## Results and discussion

### The unlabelled rows

Six ionisation energies $\mathrm{M}^{2+}\to\mathrm{M}^{3+}$ of the 3d row are to be matched to their elements from the energies alone.

Ionisation energies of the doubly charged 3d ions Ti to Cu, between the lowest computed levels (OpenMolcas 26.06, ANO-R3 basis, X2C, finite nucleus). State-averaged CASSCF has the 3d shell active and orbitals optimised for the ground spin; SS-CASPT2 also correlates 3s and 3p (IPEA shift 0.25, imaginary shift 0.1 hartree). Both include spin-orbit coupling (RASSI, atomic mean field). Candidates: Mn, Cr, Ni, Ti, Fe, V.

```tsv
row	CASSCF (eV)	SS-CASPT2 (eV)	spin-orbit share (eV)	SS-CASPT2 less measured (eV)
A	32.46	33.97	-0.07	0.30
B	28.18	29.38	-0.01	0.07
C	32.64	35.52	-0.01	0.34
D	29.79	31.12	-0.02	0.16
E	26.55	27.59	0.00	0.09
F	28.19	30.64	0.05	-0.01
```

CASSCF is the variational energy difference with only the d shell active. SS-CASPT2, called PT2 below, adds dynamic correlation state by state in second order, including that of the closed 3s and 3p shells. The spin-orbit share is the part of the PT2 value that spin-orbit coupling contributes. The measured values are NIST's, taken between measured ground levels. Two more members of the series are known by name and serve as anchors: Co with 31.17 eV in CASSCF and 33.74 eV in PT2, and Cu with 34.06 and 37.28 eV.

In all the runs the step is $3d^n\to 3d^{n-1}$ with $n=Z-20$ and no 4s electron. A single-shell active space misplaces $d^ns^2$ against $d^{n+1}s$, but that fault does not touch these ions, and the rows can be read as one trend in $n$.

Sorting by size does not solve the problem. In CASSCF, rows B and F differ by 0.01 eV, which is the rounding of a difference of two entries, and rows A and C differ by 0.18 eV. In the measured values, obtained by subtracting the last column from the PT2 one, B and F are well apart, but D and F have come within 0.31 eV of each other. Within one smooth sequence neighbouring elements should lie roughly one to three electronvolts apart, so these near coincidences indicate two sequences that overlap.

### The shape that Hund's rules give the series

The repulsion within a $d^n$ shell is written with the Racah parameters $A$, $B$ and $C$. For the term of highest spin and highest $L$ it can be built from three standard results.

A pair of d electrons with parallel spins repels by $A-\tfrac72B$ on average. The value follows from the $^6S$ term of $d^5$, whose ten pairs give $10A-35B$. An electron removed from a spin shell that holds $k$ other electrons therefore costs an extra $\tfrac72kB$, counted from the terms in $A$, with $k=n-1$ up to $d^5$ and $k=n-6$ from $d^6$ on, because the electron that leaves is then one of minority spin.

With two or three electrons in a spin shell there are two terms of highest spin, F and P. The seven components of F lie $\tfrac92B$ below the average and the three of P lie $\tfrac{21}{2}B$ above it. With one, four or five electrons there is a single such term, and it sits on the average. Leaving an F term for a D term costs $\tfrac92B$ more, and arriving at an F term from a D term costs $\tfrac92B$ less.

An electron of minority spin repels the five majority electrons by $5A+7C$ in all, with no exchange relief.

The attraction to the core and the terms in $A$ are taken to change linearly with $n$, and the spin-free ionisation energy becomes

$$I_n=a+bn+Bf_n-7C\,\theta_n ,$$

where $\theta_n$ is 0 up to $n=5$ and 1 beyond, and $f_n=8,7,6,14,0,8,7,6$ for $n=2,\dots,9$. For $d^4$, as an example, $f=\tfrac72\cdot3-\tfrac92=6$, and for $d^5$, $f=\tfrac72\cdot4=14$. The steps from element to element are then short, short and long from Ti to Mn ($b-B$, $b-B$, $b+8B$), a fall of $14B+7C-b$ from Mn to Fe, and long, short and short from Fe to Cu. The second branch starts well below the end of the first, which accounts for the overlap. The formula gives the pattern in which the six values must be placed, but when two values coincide it cannot say which row belongs to which branch.

### Correlation sorts the rows into two families

A second quantity separates the branches. In a $d^n$ shell the ground term is the only one with its spin and $L$, so a d-only CASSCF has nothing to mix it with and is in effect a Hartree-Fock description of the term. The ion with one more electron has more correlation energy, so CASSCF should give too small an ionisation energy, and it does lie below the measured value in all six rows. Theory also says where the deficit should be largest. Electrons of parallel spin already avoid each other through the Pauli principle, and those of opposite spin do so only through correlation. Up to $d^5$ the departing electron has no d partner of opposite spin; from $d^6$ on it has five.

The increment, PT2 less CASSCF, falls into two groups. It is 1.04, 1.20, 1.33 and 1.51 eV for E, B, D and A, and 2.45 and 2.88 eV for F and C. The anchors Co and Cu have 2.57 and 3.22 eV. The candidates comprise four elements with $n\le5$ and two with $n>5$, so F and C are Fe and Ni in some order. The split is not peculiar to PT2: CASSCF lies 0.94 to 1.21 eV below the measured value in the first group and about 2.5 eV below it in the second. Rows B and F, identical in CASSCF, differ by 1.25 eV in the increment, and A and C by 1.37 eV.

Within each family size gives the order. The sequence E, B, D, A climbs in PT2 by 1.79, 1.74 and 2.85 eV, which is the short, short, long pattern of Ti, V, Cr, Mn. Row C lies 1.78 eV above Co and 1.76 eV below Cu, two equal short steps as required of Ni. Row F lies 3.10 eV below Co, the long step that follows Fe.

### The spin-orbit share as a check on rows A and F

First-order spin-orbit coupling lowers the ground level below its term by $s\zeta$, where $\zeta$ is the 3d spin-orbit constant. The Landé interval rule gives $s=(L+1)/2$ below half filling, where $J=L-S$, and $s=L/2$ above it, where $J=L+S$; the $^6S$ term has $s=0$. The share in the ionisation energy is

$$s_n\,\zeta_{2+}-s_{n-1}\,\zeta_{3+},$$

with $\zeta_{3+}$ somewhat larger than $\zeta_{2+}$ because the shell contracts on ionisation. The two terms do not compete when one of the ions is $d^5$. Mn leaves $^6S$ for $^5D$ and has the share $-\tfrac32\zeta_{3+}$; Fe leaves $^5D$ for $^6S$ and has $+\zeta_{2+}$. For V and Ni the factors before and after are equal (2 and 2, $\tfrac32$ and $\tfrac32$), so only a small negative remainder survives; Ti has $2\zeta_{2+}-\tfrac32\zeta_{3+}$, close to zero, and Cr has $\tfrac32\zeta_{2+}-2\zeta_{3+}$, negative. Among the six rows F alone is clearly positive, at $+0.05$ eV, and A is the most negative, at $-0.07$ eV. The rounded entries are compatible with the ratio of 3:2 that the factors would give if the two constants were equal; they are only roughly so for neighbouring elements. The shares of E, B, D and C are within 0.02 eV of zero and are given to 0.01 eV, so they do not contradict the proposed order and hardly support it; B and C have the same entry.

### How firm the assignments are

All 720 orders of the six rows were tried with Co and Cu held in place. For each order the four constants of $I_n$ were fitted by linear least squares to the eight values less their spin-orbit shares, and orders that gave a negative $b$, $B$ or $C$ were discarded. With CASSCF alone the proposed order comes third of 113: its root-mean-square misfit of 0.058 eV is beaten by exchanging B with F (0.053 eV) and by exchanging A with C (0.057 eV). These three cannot be told apart, so that column leaves both pairs ambiguous. With PT2 alone the proposed order is best at 0.062 eV, and the nearest competitor, the exchange of D with F, has 0.174 eV. When the CASSCF misfit is combined in quadrature with that of a line plus a step fitted to the increment, the proposed order gives 0.094 eV and the next 0.546 eV.

The assignments A = Mn and F = Fe are sure, since the family, the step pattern and the spin-orbit share agree on them. C = Ni follows from its family and its place midway between the anchors. That E, B and D are Ti, V and Cr is sure as a set. Their order, E = Ti, B = V, D = Cr, is less well guarded: it rests on the rise of the ionisation energy with nuclear charge, and the rising increments probably reflect the same cause and so add little. No exchange among the three is found among the best three orders of any ranking.

### The labelled series

The rows with their labels:

```tsv
element	Z	level before	level after	CASSCF (eV)	SS-CASPT2 (eV)	spin-orbit share (eV)	measured (eV)	SS-CASPT2 less measured (eV)
Ti	22	3F2	2D3/2	26.55	27.59	0.00	27.492	0.09
V	23	4F3/2	3F2	28.18	29.38	-0.01	29.311	0.07
Cr	24	5D0	4F3/2	29.79	31.12	-0.02	30.959	0.16
Mn	25	6S5/2	5D0	32.46	33.97	-0.07	33.668	0.30
Fe	26	5D4	6S5/2	28.19	30.64	0.05	30.651	-0.01
Co	27	4F9/2	5D4	31.17	33.74	0.03	n/a	n/a
Ni	28	3F4	4F9/2	32.64	35.52	-0.01	35.187	0.34
Cu	29	2D5/2	3F4	34.06	37.28	-0.07	36.841	0.44
```

All six assignments hold. The levels are written $^{2S+1}L_J$, and the lowest computed levels are the known ground levels of these ions, so computed and measured values refer to the same transitions. Before rounding, the Ti value is 27.583 eV without and 27.587 eV with spin-orbit coupling, so its share is slightly positive as the Landé factors suggest. A nonlinear least-squares fit of the Landé expression to all eight shares, with $\zeta_{2+}$ a power of $Z$ and a fixed ratio $\zeta_{3+}/\zeta_{2+}$, gives $\zeta_{2+}=0.053$ eV for Fe and a ratio of 1.10, with a misfit below the rounding of the column. The coupling of $L$ and $S$ is built into the calculation, so this agreement explains the column and tests nothing beyond it. The share is the same in CASSCF and PT2 to the precision of the table and never exceeds 0.07 eV in magnitude, too little to account for the errors of CASSCF or for the larger errors of PT2.

### The fall from Mn to Fe and the reach of the model

The fall is 4.27 eV in CASSCF, 3.33 eV in PT2 and 3.02 eV in the measured values. Its origin is standard: Mn$^{2+}$ gives up an electron with four exchange partners, and Fe$^{2+}$ gives up its one paired electron and is left with the intact half-filled shell. PT2 reduces the fall by 0.94 eV, as expected if correlation relieves part of the repulsion between opposite spins that makes the paired electron easy to remove.

Least-squares fits of $I_n$ with the true labels, to values less the computed spin-orbit share, used eight rows for the computed columns and seven for the measured one. The measured column gives $b=1.86$, $B=0.115$ and $C=0.484$ eV with a misfit of 0.037 eV. Plain exchange counting, a line plus a step without the F-term correction, misses by 0.243 eV, worst at Cr; in the computed columns it misses by about 0.35 eV against 0.06 eV for the full form. The long steps Cr to Mn and Fe to Co are therefore an effect of the orbital term structure. For CASSCF this is book-keeping, since these very integrals enter the calculation; the measured column is the real test, though with four constants on seven points. The size of the fall is no test at all, because $C$ adjusts to reproduce it. The ratio $C/B$ comes out between 3.7 and 4.2, but the fitted $C$ also absorbs the jump in correlation (it drops from 0.58 eV in CASSCF to 0.50 eV in PT2) and is not the integral itself. The constants $a$ and $b$ contain $A$ and the core attraction together and have no separate meaning.

Co has no measured value and was not part of the measured fit, so it can be estimated from Fe, which was. Removing the spin-orbit share from the measured Fe value gives $30.65-0.05=30.60$ eV. The long step is $b+8B=1.86+8\times0.115=2.78$ eV, and the Co share is $+0.03$ eV, so the estimate is $30.60+2.78+0.03=33.41$ eV. The fitted line, which passes 0.04 eV above Fe, gives 33.45 eV. The semi-empirical reference value for Co is 33.5 eV, which is not a measurement; PT2 lies 0.24 eV above it.

The misfits of 0.04 to 0.06 eV are about ten times the rounding of an entry, and part of the reason is visible. A local $B$, taken as the long step less the mean of the two short ones, divided by nine, is 0.121 eV for Ti to Mn and 0.167 eV for Fe to Cu in CASSCF. The d shell contracts along the row, and a constant $B$, shared moreover by both charge states, averages over that. The model also makes the first two steps equal, whereas the measured ones are 1.82 and 1.65 eV, which leaves V as the worst row at $+0.07$ eV. The computed steps differ much less (1.63 and 1.61 eV in CASSCF, 1.79 and 1.74 eV in PT2), and no cause for the measured inequality can be read from these data.

### The jump follows the d count

The increment rises by 0.94 eV from Mn to Fe, against 0.18 eV from Cr to Mn and 0.12 eV from Fe to Co. The higher ionisation steps of the same calculations show that this belongs to the configuration and not to the element. Fe has 2.45 eV for its $d^6$ step and only 1.34 eV for the next, $d^5\to d^4$. Co has 2.57 eV at $d^7$, 2.21 eV at $d^6$ and 1.22 eV at $d^5$. In both elements the increment falls back to the level of the early family as soon as the departing electron has no d partner of opposite spin. That pattern is shown by the numbers; that opposite-spin pair correlation produces it is the argument from theory given above.

The base level has a different source. In $d^1\to d^0$ steps there is no d partner, and PT2 still adds 0.92 eV for both Ti and V and 0.87 eV for Mn, which can only involve the correlated 3s and 3p shells. These are more highly charged ions, so the figures do not transfer exactly, but they suggest that much of the 1.04 eV of Ti is correlation of the d electron with the outer core.

The same counting carries over to neighbouring cases. One charge state higher the half-filled shell is reached one element later, and the fall moves to Fe and Co, where PT2 gives 55.03 and 51.43 eV for the ions of charge +3. By the formula, Zn$^{2+}$ with $f=14$ should lie a long step above Cu, belong to the family with the large increment and have a negative spin-orbit share, since only the product ion has a term that splits.

### Where each level fails

Relative to the measured values, CASSCF is low by 3.4 to 3.9 % from Ti to Mn and by 7.2 to 8.0 % for Fe, Ni and Cu; its error doubles from $-1.21$ eV at Mn to $-2.46$ eV at Fe. An error with such a step distorts comparisons across the half-filled shell, and the coincidence of V with Fe, which are 1.34 eV apart in the measured column, is one result of it. PT2 cuts the mean absolute error over the seven measured rows from 1.75 to 0.20 eV. What remains is positive in every row but Fe, and largest for Mn ($+0.30$ eV), Ni ($+0.34$ eV) and Cu ($+0.44$ eV, or 1.2 %).

The $-0.01$ eV of Fe says little about the accuracy of the method. The next step of the same element errs by $+0.12$ eV against its measured value of 54.91 eV, and the fall from Mn to Fe is still too large by $3.33-3.02=0.31$ eV. A $d^5$ shell that PT2 makes slightly too stable would raise the Mn value and lower the Fe value, and at Fe it could cancel a general overshoot; the signs fit, but this is a guess. For Ni and Cu the usual suspect is the double-shell effect: radial correlation among many d electrons, described by excitations into a second d shell, is large for a second-order treatment when that shell is not active. All rows use the d-only space, so the data neither confirm nor exclude it. The IPEA shift of 0.25 hartree and the imaginary shift are likewise the same throughout, and their influence on steps that change the number of unpaired electrons is contained in these errors without being separable. Each PT2 term energy is also a mean over components that the method does not keep degenerate, a reason not to interpret differences of a few hundredths of an electronvolt, such as that between the errors of Ti and V.

The Cr row carries a basis caveat. Its contraction has 77 functions, with one g shell fewer and no h shell, against 97 or 98 for the other elements. In the $d^1\to d^0$ step PT2 adds 0.79 eV for Cr, below both V and Mn, which is consistent with lost correlation. In the tabulated step the Cr increment lies smoothly between those of its neighbours, so the assignment is unaffected, but its error of $+0.16$ eV should not be interpreted at the level of 0.1 eV. The absence of diffuse functions should matter little for ions as compact as these.
